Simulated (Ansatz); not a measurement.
## Electron–phonon coupling and T_c of YbZn (computed with Ansatz 0.2.0)

Space group Pm-3m (No. 221), 2 atoms in the cell of the first input below: a = 3.506 Å, b = 3.506 Å, c = 3.506 Å, α = 90.00°, β = 90.00°, γ = 90.00°.

The cell was built from a prototype of a structure type listed for this compound, relaxed without spin–orbit coupling to zero pressure (pressure 0.0 GPa with this functional, without spin–orbit coupling). Functional: PBEsol.

Input:

```yaml
crystal:
  lattice:
    - [3.5056936723, 0.0, 0.0]
    - [0.0, 3.5056936723, 0.0]
    - [0.0, 0.0, 3.5056936723]
  atoms:
    - { symbol: Yb, position: [0.0, 0.0, 0.0] }
    - { symbol: Zn, position: [0.5, 0.5, 0.5] }
basis:
  ecutwfc: 420
  ecutrho_ratio: 4
kpoints:
  mp_grid: { grid: [10, 10, 10] }
hamiltonian:
  xc: pbesol
scf:
  occupations: { method: methfessel_paxton, width: 0.2 }
output: {}
phonons:
  supercell: [2, 2, 2]
  qpath:
    path:
      - [[0.0, 0.0, 0.0], [0.0, 0.5, 0.0], [0.5, 0.5, 0.0], [0.0, 0.0, 0.0], [0.5, 0.5, 0.5], [0.0, 0.5, 0.0]]
      - [[0.5, 0.5, 0.5], [0.5, 0.5, 0.0]]
    npoints: 6
  electrical_resistivity: { mesh: [20, 20, 20], temperatures: [50, 100, 200, 300, 500] }
  superconductivity: { mesh: [20, 20, 20], eliashberg_equations: false }
```

```bash
ansatz run input.yaml --threads 8 --pin off --max-ram 15360MiB --backend cpu --events-out ev --progress --plain --runs-dir out
```

Time: 2.4 min on 8 threads of Intel(R) Xeon(R) 6975P-C (Granite Rapids) (shared host), peak memory 9.7 GiB.

On the finest mesh λ = 0.1369, ω_log = 10.425 meV, N(E_F) = 0.859 states per eV, spin and cell. λ by mesh: 20×20×20 0.137, 10×10×10 0.140, 5×5×5 0.152.

Q: What T_c does McMillan's formula in the Allen–Dynes form give for μ* = 0.10?

A: T_c = (ω_log/1.2) exp[−1.04(1+λ)/(λ − μ*(1+0.62λ))] = (120.98 K/1.2) × exp(−1.1824/0.0284) = a value under 10^-16 K, that is no superconductivity at this level.

Caveats: 4f levels without a Hubbard U lie too near the Fermi level; no spin-orbit coupling, which matters for these elements; small supercell, couplings not converged in it.

YbZn comes out as a very weakly coupled metal. The phonon-mediated attraction exceeds the effective Coulomb repulsion by only 0.0284, and this small denominator, rather than the phonon energy scale, drives T_c to practically zero. In this regime the exponential is so sensitive to μ* that the result means an absence of observable phonon-mediated pairing, not a meaningful temperature. Refining the mesh lowers λ from 0.152 to 0.137, so sampling errors of this size don't alter that reading.

The low ω_log is consistent with heavy Yb and soft metallic bonding. Soft modes by themselves favour a large λ, so the weak coupling points to a small electronic factor, the product of the density of states and the squared matrix elements. This probably reflects broad s–p bands with some Yb 5d admixture, as expected for divalent Yb with a filled 4f shell and Zn with a filled 3d shell. Without a mode- and orbital-resolved coupling, that assignment remains an inference.
